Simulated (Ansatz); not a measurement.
## C: the change of energy above lowest point and pressure with volume per atom

All results are calculated (Ansatz 0.2.0 development build). Equation of state of a cubic crystal from periodic Kohn-Sham density functional theory without spin; pressure corrected for the finite basis.

Cell of the first row (space group Fd-3m, No. 227):
```
cell vectors (Å)
   0.0000     1.7371     1.7371
   1.7371     0.0000     1.7371
   1.7371     1.7371     0.0000
atoms (fractions of the cell vectors)
C   0.00000  0.00000  0.00000
C   0.25000  0.25000  0.25000
```

Settings of every row: formula C; structure type diamond; functional r2SCAN; spin treatment none; k mesh 16x16x16; occupation method fermi-dirac; occupation width 0.1 eV; wave cutoff 500 eV; datasets soft-1 PAW; density cutoff ratio 4.

```
row  volume per atom (Å³)  energy above lowest point (meV/atom)  pressure (GPa)
  1                 5.242                                 43.57           37.74
  2                 5.413                                     ?               ?
  3                 5.584                                     0           4.681
  4                 5.755                                  2.28          -8.648
  5                 5.926                                 17.83         -20.218
```

Question: what energy above lowest point and pressure should row 2 give?

Worked fit of energy above lowest point. Take u = (V_r/V)^(2/3) − 1 with V_r = 5.6695 Å³ an atom, which is twice the finite (Eulerian) strain; such expansions in the strain, on which the Birch-Murnaghan equation of state is built, carry the rest volume and the bulk modulus. The shown rows have u = 0.05366, 0.01018, -0.00993, -0.02907. Least squares give energy above lowest point = −0.62 − 121.83 × u + 17619 × u² meV/atom; a straight line predicts inner rows, each left out in turn, worse (root mean square 18 against 0.097 meV/atom). The rows lie off it by 0.00, 0.03, -0.05, 0.02 (root mean square 0.031 meV/atom). Its lowest point lies at u = 0.0035, or V = 5.64 Å³ an atom, and the curvature there gives the bulk modulus at fixed shape and fractions, B = (4/9)(1 + u)² E″(u)/V = 448 GPa. The withheld row has u = 0.03135, so the fit gives −0.62 − 121.83 × (0.03135) + 17619 × (0.03135)² = 12.88 meV/atom.

The calculation gave 12.99 meV/atom. The fit lies 0.11 meV/atom (0.25 % of the column's range) below it; its largest miss of a shown row is 0.05 meV/atom.

Worked fit of pressure. Take u = (V_r/V)^(2/3) − 1 with V_r = 5.6695 Å³ an atom, which is twice the finite (Eulerian) strain; such expansions in the strain, on which the Birch-Murnaghan equation of state is built, carry the rest volume and the bulk modulus. The shown rows have u = 0.05366, 0.01018, -0.00993, -0.02907. Least squares give pressure = −2.2213 + 663.146 × u + 1519.74 × u² GPa; a straight line predicts inner rows, each left out in turn, worse (root mean square 1.6 against 0.017 GPa). The rows lie off it by 0.001, -0.006, 0.008, -0.003 (root mean square 0.0052 GPa). The pressure vanishes at u = 0.0033, or V = 5.641 Å³ an atom, and there the bulk modulus at fixed shape and fractions is B = −V dP/dV = (2/3)(1 + u) dP/du = 450 GPa. The withheld row has u = 0.03135, so the fit gives −2.2213 + 663.146 × (0.03135) + 1519.74 × (0.03135)² = 20.062 GPa.

The calculation gave 20.036 GPa. The fit lies 0.026 GPa (0.045 % of the column's range) above it; its largest miss of a shown row is 0.008 GPa.
